Dear colleague,

Every threshold in the stability diagram of your double island follows from one quantity, the free-energy change $\Delta F$ when one electron crosses one junction. I derive it for an arbitrary network, so that any capacitance you extract, cross-talk included, has a definite place.

\section*{Premises and conventions}

The electron charge is $-e$ with $e>0$. Nodes $a,b$ are conductors. Islands are joined to the rest only by capacitors and tunnel junctions. Leads (source, drain, gates, and ground at zero volts) are held at fixed voltages $V_l$ by ideal sources. I assume the following.

(P1) Each node is an equipotential, and the dielectrics are linear. Nodes $a$ and $b$ share a constant capacitance $c_{ab}=c_{ba}\ge 0$, and a junction counts as such a capacitor.

(P2) Between events each island carries a definite charge $q_i=-en_i$, with $n_i$ the integer number of excess electrons.

(P3) Initial and final states of an event are both in electrostatic equilibrium with the sources.

(P4) The internal chemical potential of an island does not change when $n_i$ changes by one.

(P5) Every island is linked to some lead by a chain of nonzero capacitances.

Work functions and trapped charges are set aside until Step 5.

\section*{Step 1: potentials}

By (P1) the charge on node $a$ and the field energy are sums over capacitors,
\begin{equation}
Q_a=\sum_{b}c_{ab}(\Phi_a-\Phi_b),\qquad U=\frac12\sum_{a<b}c_{ab}(\Phi_a-\Phi_b)^2 .
\label{eq:basic}
\end{equation}
Split $\Phi$ into island potentials $\phi$ and lead voltages $V$. Define the island matrix $C$ by $C_{ii}=\sum_{b\ne i}c_{ib}$, summed over all nodes, and $C_{ij}=-c_{ij}$ for $i\neq j$. Define $D$ in the same way for the leads, and $B_{il}=c_{il}$. Then Eq.~\eqref{eq:basic} reads
\begin{equation}
q=C\phi-BV,\qquad Q=-B^{T}\phi+DV,
\label{eq:block}
\end{equation}
\begin{equation}
U=\tfrac12\phi^{T}C\phi-\phi^{T}BV+\tfrac12V^{T}DV ,
\label{eq:U1}
\end{equation}
where $Q_l$ is the charge on the capacitor plates of lead $l$. For any island vector $x$,
\begin{equation}
x^{T}Cx=\sum_{i<j}c_{ij}(x_i-x_j)^2+\sum_i\Big(\sum_l c_{il}\Big)x_i^2 .
\end{equation}
This vanishes only if $x_i=0$ on islands coupled to a lead and $x_i=x_j$ across every island-island capacitor, which by (P5) forces $x=0$. So $C$ is symmetric and positive definite, $K\equiv C^{-1}$ exists with the same properties, and
\begin{equation}
\phi=K(q+BV).
\label{eq:phi}
\end{equation}

\section*{Step 2: field energy}

Insert Eq.~\eqref{eq:phi} into Eq.~\eqref{eq:U1}. With $KCK=K$,
\begin{equation}
U=\tfrac12(q+BV)^{T}K(q+BV)-(q+BV)^{T}KBV+\tfrac12V^{T}DV .
\end{equation}
The first term contains $+q^{T}KBV$ and the second $-q^{T}KBV$, so they cancel:
\begin{equation}
U=\tfrac12 q^{T}Kq+\tfrac12V^{T}\left(D-B^{T}KB\right)V .
\label{eq:U2}
\end{equation}
The part of $U$ that depends on $q$ knows nothing of the gates. All gate action comes from the work of the sources.

\section*{Step 3: work of the sources}

Let an event bring charges $\delta q_i$ to the islands and $t_l$ to the leads through junctions. An electron going from node $i$ to node $j$ brings $+e$ to $i$ and $-e$ to $j$. By (P3) and Eqs.~\eqref{eq:block} and \eqref{eq:phi}, the plate charges change by $\delta Q=-B^{T}K\,\delta q$ at fixed $V$. Lead $l$ has already received $t_l$ through the junction, so charge conservation requires its source to deliver $\delta Q_l-t_l$, at voltage $V_l$. The total work is
\begin{equation}
W=V^{T}(\delta Q-t)=-V^{T}B^{T}K\,\delta q-V^{T}t .
\label{eq:W}
\end{equation}
Gates have $t_l=0$, yet they do work through $\delta Q_l$.

\section*{Step 4: the result}

Energy conservation says that $W-\Delta U$ goes into electron-hole excitations of the two electrodes; by (P4) nothing else changes. I call its negative the free-energy change, $\Delta F=\Delta U-W$. From Eq.~\eqref{eq:U2} and the symmetry of $K$, $\Delta U=q^{T}K\delta q+\frac12\delta q^{T}K\delta q$. Subtracting Eq.~\eqref{eq:W},
\begin{equation}
\Delta F=(q+BV)^{T}K\,\delta q+V^{T}t+\tfrac12\delta q^{T}K\delta q
=\phi^{T}\delta q+V^{T}t+\tfrac12\delta q^{T}K\delta q ,
\label{eq:dF1}
\end{equation}
with $\phi$ taken \emph{before} the event. Collect $\delta q$ and $t$ into one vector over all nodes, $s_a=e(\delta_{ai}-\delta_{aj})$. Write $\phi_l=V_l$ for leads, and extend $K$ by zeros in every lead row and column, since only island components enter the quadratic term. The linear terms give $e(\phi_i-\phi_j)$, and
\begin{equation}
\Delta F_{i\to j}=-e(\phi_j-\phi_i)+E_{ij},\qquad
E_{ij}=\frac{e^2}{2}\left(C^{-1}_{ii}+C^{-1}_{jj}-2C^{-1}_{ij}\right).
\label{eq:main}
\end{equation}
Here $C^{-1}_{ij}$ is an element of the inverse of the island matrix, not $1/C_{ij}$, and it is zero if either index is a lead. The matrix $D$ has dropped out, so capacitances between leads are irrelevant.

Three consequences help in checking a simulation. First, the event shifts the potentials by $Ks$, so $\phi'_j-\phi'_i=\phi_j-\phi_i-2E_{ij}/e$. Hence
\begin{equation}
\Delta F_{i\to j}=-\frac e2\left[(\phi_j-\phi_i)+(\phi'_j-\phi'_i)\right],
\end{equation}
the electron feels the mean of the voltages before and after, and the reverse event from the final state costs exactly $-\Delta F_{i\to j}$. Second, Eq.~\eqref{eq:dF1} is the increment of
\begin{equation}
F=\tfrac12(q+BV)^{T}K(q+BV)+\sum_l V_lT_l ,
\label{eq:state}
\end{equation}
with $T_l$ the accumulated charge tunnelled into lead $l$. A cycle that restores $q$ and carries one electron from lead $R$ to lead $L$ therefore has $\sum\Delta F=-e(V_L-V_R)$. Third, from one state $\Delta F_{i\to j}+\Delta F_{j\to i}=2E_{ij}$, which is positive when an island is involved, because $K$ is positive definite. Both directions are uphill when $e|\phi_j-\phi_i|<E_{ij}$, and this is the blockade condition of that junction. Placing charges $\pm e$ on $i$ and $j$ with all $V_l=0$ gives the voltage $2E_{ij}/e$ between them, so $E_{ij}=e^2/2C^{\rm eff}_{ij}$, with $C^{\rm eff}_{ij}$ the capacitance between $i$ and $j$ when all sources are shorted.

\section*{Step 5: offset charges}

Take fixed charges in the dielectric. The potential is the sum of $\psi_0$ (trapped charges, all nodes grounded) and $\psi_1$ (nodes at $\Phi$, no trapped charge). The cross term $\int\epsilon\nabla\psi_0\cdot\nabla\psi_1\,d^3r$ vanishes on integration by parts, because $\psi_0=0$ on the conductors and $\nabla\cdot\epsilon\nabla\psi_1=0$ between them. So Eq.~\eqref{eq:U1} gains only a constant. If $\psi_0$ induces $-q_{0i}$ on island $i$, then $q=C\phi-BV-q_0$, and $q\to q+q_0$ in Eqs.~\eqref{eq:phi} to \eqref{eq:state}. Equation~\eqref{eq:main} keeps its form.

Work functions $w_a$ act alike. Sources fix electrochemical potentials $-e\Phi_a$, while the capacitors see $\Phi_a-w_a/e$. The constant shift is again a $q_0$. Bringing charge $\delta q$ to node $a$ costs $(\Phi_a-w_a/e)\delta q$ in first-order field energy and $+w_a\delta q/e$ in binding energy, which sum to $\Phi_a\delta q$. The offset is large. The compiled work function of Cu(100) is 4.73~eV (Patra 2017). A difference of one per cent of it, 47~meV, across 50~aF induces about $15\,e$. You cannot predict $q_0$; you fit it.

\section*{Step 6: how $\Delta F$ enters the rate}

Count electron energies from the local Fermi level. An electron of energy $E$ on node $i$ arrives with $E-\Delta F$ on node $j$. For a matrix element and densities of states that are constant near the Fermi level, the golden rule gives a rate proportional to $\int f(E)[1-f(E-\Delta F)]\,dE$. With $\beta=1/k_BT$, the identity $f(E)[1-f(E-x)]=[f(E-x)-f(E)]/(e^{\beta x}-1)$ and $\int[f(E-x)-f(E)]\,dE=x$ give
\begin{equation}
\Gamma(\Delta F)=\frac{1}{e^2R_T}\,\frac{\Delta F}{e^{\beta\Delta F}-1}.
\label{eq:rate}
\end{equation}
The prefactor is fixed by Ohm's law for a junction between two leads, $e[\Gamma(-eV)-\Gamma(eV)]=V/R_T$.

\section*{Range of validity}

I quote sizes for the model below, where $E_{ij}$ is 140 to 160~$\mu$eV and $R_T=100$~k$\Omega$.

\emph{Weak tunnelling} (P2). At $T=0$ a downhill event has $\hbar\Gamma/|\Delta F|=\hbar/e^2R_T=R_K/2\pi R_T$, with $R_K=h/e^2=25.8$~k$\Omega$. This ratio is 0.041. It measures lifetime broadening and is the expansion parameter for cotunnelling, which Eq.~\eqref{eq:rate} omits and which can dominate the current deep in blockade. Equation~\eqref{eq:main} still supplies the intermediate-state energies of such processes.

\emph{Continuous spectrum} (P4). For free electrons $N\propto E_F^{3/2}$, so spin-degenerate levels are spaced by $\delta=4E_F/3N$. The approximate Cu density $n=8.5\times10^{28}$~m$^{-3}$ gives $E_F=\hbar^2(3\pi^2n)^{2/3}/2m=7.0$~eV. An island of $1000\times100\times30$~nm$^3$ holds $N=2.55\times10^{8}$ electrons, so $\delta=37$~neV, or 0.4~mK. This is negligible. In a semiconductor dot it often is not.

\emph{Stiff sources} (P3). The relevant time is $\hbar/E_{ij}\approx4.7$~ps, long against barrier traversal times, which are typically femtoseconds. The lead impedance $Z$ at such frequencies must be far below $R_K$. A typical 100~$\Omega$ gives $Z/R_K=0.004$, which sets the order of the corrections up to a logarithm. A lead behind a resistor far above $R_K$ must be counted as an island. A junction isolated in this way on both sides approaches $e^2/2c_{ij}=267~\mu$eV for 0.3~fF, nearly twice the value above.

\emph{Normal metal.} With superconducting Al leads Eq.~\eqref{eq:main} remains the electrostatic cost, but Eq.~\eqref{eq:rate} fails, and the thresholds of the outer junctions move by the gap, typically 0.2~meV in thin films. That rivals $E_{ij}$.

\emph{Static $q_0$ and Fermi distributions.} Offset charges must stand still during a sweep. The temperature enters the rates but not $\Delta F$; I estimate it at the end.

\section*{Two Cu islands}

The chain is $L$--1--2--$R$ with three junctions of 0.30~fF. As illustrative inputs, each island couples to its own gate by $c_g=0.050$~fF, to the other gate by $c_x=0.015$~fF and to ground by 0.035~fF. Each diagonal element is 0.70~fF, the determinant is 0.40~fF$^2$, and
\begin{equation}
C=\begin{pmatrix}0.70&-0.30\\-0.30&0.70\end{pmatrix}\text{fF},\qquad
K=\begin{pmatrix}1.75&0.75\\0.75&1.75\end{pmatrix}\text{fF}^{-1}.
\end{equation}
With $e^2/(1~\text{fF})=160.2~\mu$eV, the outer junctions have $E_{L1}=E_{2R}=140.2~\mu$eV (1.63~K) and the middle one $E_{12}=160.2~\mu$eV (1.86~K). The last corresponds to $C^{\rm eff}_{12}=0.50$~fF, the junction in parallel with two capacitances of 0.40~fF in series.

Take $V_L=+50~\mu$V, $V_R=-50~\mu$V, $V_{g1}=1.0$~mV, $V_{g2}=0.6$~mV, with gate voltages counted so that $q_0=0$. Since 1~fF~mV is 1~aC,
\begin{align}
(BV)_1&=0.015+0.050+0.009=0.074~\text{aC},\\
(BV)_2&=-0.015+0.015+0.030=0.030~\text{aC},
\end{align}
where the terms belong to the adjacent lead, gate 1 and gate 2. For $(n_1,n_2)=(0,0)$ Eq.~\eqref{eq:phi} gives $\phi_1=152.0~\mu$V and $\phi_2=108.0~\mu$V. An added electron lowers its own island by $eK_{11}=280.4~\mu$V and the other by $eK_{12}=120.2~\mu$V. Equation~\eqref{eq:main} then gives the following, with $\phi$ in $\mu$V and $\Delta F$ in $\mu$eV.
\begin{equation*}
\begin{array}{c|rr|rrrrrr}
(n_1,n_2)&\phi_1&\phi_2&L\to1&1\to L&1\to2&2\to1&R\to2&2\to R\\\hline
(0,0)&152.0&108.0&38.2&242.2&204.2&116.2&-17.8&298.2\\
(0,1)&31.8&-172.4&158.4&122.0&364.4&-44.0&262.6&17.8\\
(1,0)&-128.4&-12.2&318.6&-38.2&44.0&276.4&102.4&178.0
\end{array}
\end{equation*}
The decimals are the arithmetic of inputs taken as exact, kept so that you can test a code. Fitted capacitances will not support them.

Each row has one downhill event. Together they form the cycle $(0,0)\to(0,1)\to(1,0)\to(0,0)$, and $-17.8-44.0-38.2=-100.0~\mu$eV equals $-e(V_L-V_R)$, as Eq.~\eqref{eq:state} demands. At $T=0$ and $R_T=100$~k$\Omega$ for all junctions the rates $|\Delta F|/e^2R_T$ are 1.1, 2.7 and $2.4\times10^{9}$~s$^{-1}$. Mean waiting times add, so
\begin{equation}
I=\frac{e}{\sum_k\Gamma_k^{-1}}=\Big(R_T\sum_k\frac{e}{|\Delta F_k|}\Big)^{-1}=95~\text{pA}.
\end{equation}

The cross-capacitance matters at this working point. If you booked $c_x$ as capacitance to ground, $C$ and all $E_{ij}$ would be unchanged, but $BV$ would become $(0.065,\,0.015)$~aC, with $\phi_1=125.0~\mu$V and $\phi_2=75.0~\mu$V. The entry $R\to2$ would turn from $-17.8$ to $+15.2~\mu$eV, which is $3.5\,k_BT$ uphill at 50~mK. The lever arms are elements of $KB$: $\partial\phi_1/\partial V_{g1}=0.099$ and $\partial\phi_1/\partial V_{g2}=0.064$. Their ratio is 0.65, and it would be 0.43 for $c_x=0$, through the middle junction alone. Two compensations must therefore be kept apart. Sweeping gate 1 with $\Delta V_{g2}=-(c_x/c_g)\Delta V_{g1}=-0.30\,\Delta V_{g1}$ holds the induced charge $(BV)_2$ fixed, whereas holding $\phi_2$ fixed needs the factor $-0.65$.

Heating rivals the smallest step. At $T=0$ the electron starts uniformly within the window $|\Delta F|$, so on average half of it is left on each side. Island 1 receives $(44.0+38.2)/2=41.1~\mu$eV per electron, or $P=3.9$~fW. With phonon cooling alone, $P=\Sigma\mathcal V(T_e^5-T_0^5)$, a typical $\Sigma\approx2\times10^{9}$~W\,m$^{-3}$K$^{-5}$ for Cu, the volume $\mathcal V$ above and $T_0=50$~mK give $T_e=0.23$~K, or $k_BT_e=20~\mu$eV. Cooling through the junctions lowers this. To size the effect, put all electrodes at 0.23~K, use Eq.~\eqref{eq:rate} for the three forward and three backward rates, and require equal net flow $\Gamma_{\rm f}P_{\rm from}-\Gamma_{\rm b}P_{\rm to}$ through each step with $P_{00}+P_{01}+P_{10}=1$. The current is then 0.11~nA. The table is untouched by heating, but thresholds are rounded over tens of $\mu$eV. All these numbers belong to the model and its assumed capacitances, resistances and volume; copper enters only through (P1), (P4) and the heating estimate.